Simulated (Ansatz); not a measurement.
# Redistribution: CH2F2 + C2H2F3I → CH2FI + C2H2F4

Species: CH2F2 `FCF`, singlet; C2H2F3I (1,1,1-trifluoro-2-iodoethane) `FC(F)(F)CI`, singlet; CH2FI (fluoroiodomethane) `FCI`, singlet; C2H2F4 (norflurane) `FCC(F)(F)F`, singlet. The partners trade F for I; both sit on C, so the bond types are kept.

Shapes, held fixed at every level: PBE0-D4/def2-TZVP. Programs: Ansatz 0.2.0. The zero-point and thermal change to 298 K, harmonic and unscaled (PBE0-D4/def2-TZVP), is -0.5 kJ/mol.

| level | kind | ΔH(298 K) (kJ/mol) | less CCSD(T)/def2-TZVPP |
| --- | --- | --- | --- |
| PBE-D4/def2-TZVPP | GGA | +36.8 | -8.8 |
| PBE0-D4/def2-TZVPP | global hybrid | +40.6 | -5.0 |
| wB97X-V/def2-TZVPP | range-separated hybrid | +42.0 | -3.6 |
| MP2/def2-SVP | perturbation theory | +54.2 | +8.6 |
| MP2/def2-TZVPP | perturbation theory | +49.8 | +4.2 |
| CCSD(T)/def2-SVP | coupled cluster or CI | +50.2 | +4.6 |
| CCSD/def2-TZVPP | coupled cluster or CI | +45.2 | -0.4 |
| CCSD(T)/def2-TZVPP | coupled cluster or CI | +45.6 | 0.0 |

The highest level, CCSD(T)/def2-TZVPP, gives ΔH(298 K) = +45.6 kJ/mol; the levels span +36.8 to +54.2. The column of differences is taken from that level and isn't an error. No measured value is set beside it here. For atoms past krypton def2 sets carry core potentials with scalar relativity. Outer-core shells of I are correlated in most correlated rows, in sets that cover them unevenly.

Every level makes the exchange endothermic, with +45.6 kJ/mol at CCSD(T)/def2-TZVPP, so fluorine prefers the carbon that already bears fluorine. Because the formal bond types are conserved, this preference reflects the surroundings of the C–F and C–I bonds. In CH2F2, each fluorine lone pair can donate into the antibonding orbital of the other C–F bond, and the strongly positive carbon adds electrostatic stabilisation. Replacing one fluorine by the less electronegative iodine weakens this geminal effect. On the other side, the CF3 group probably gives little compensation, since it withdraws charge from a neighbouring carbon that fluorine also makes positive. The energies alone don't separate these contributions.

The triples correction barely alters the result, whereas enlarging the basis lowers the enthalpy appreciably in both MP2 and CCSD(T). The remaining uncertainty in the coupled-cluster value therefore probably owes more to the basis than to missing higher excitations. The sign is well supported, but the close agreement between CCSD and CCSD(T) doesn't establish basis-set convergence.
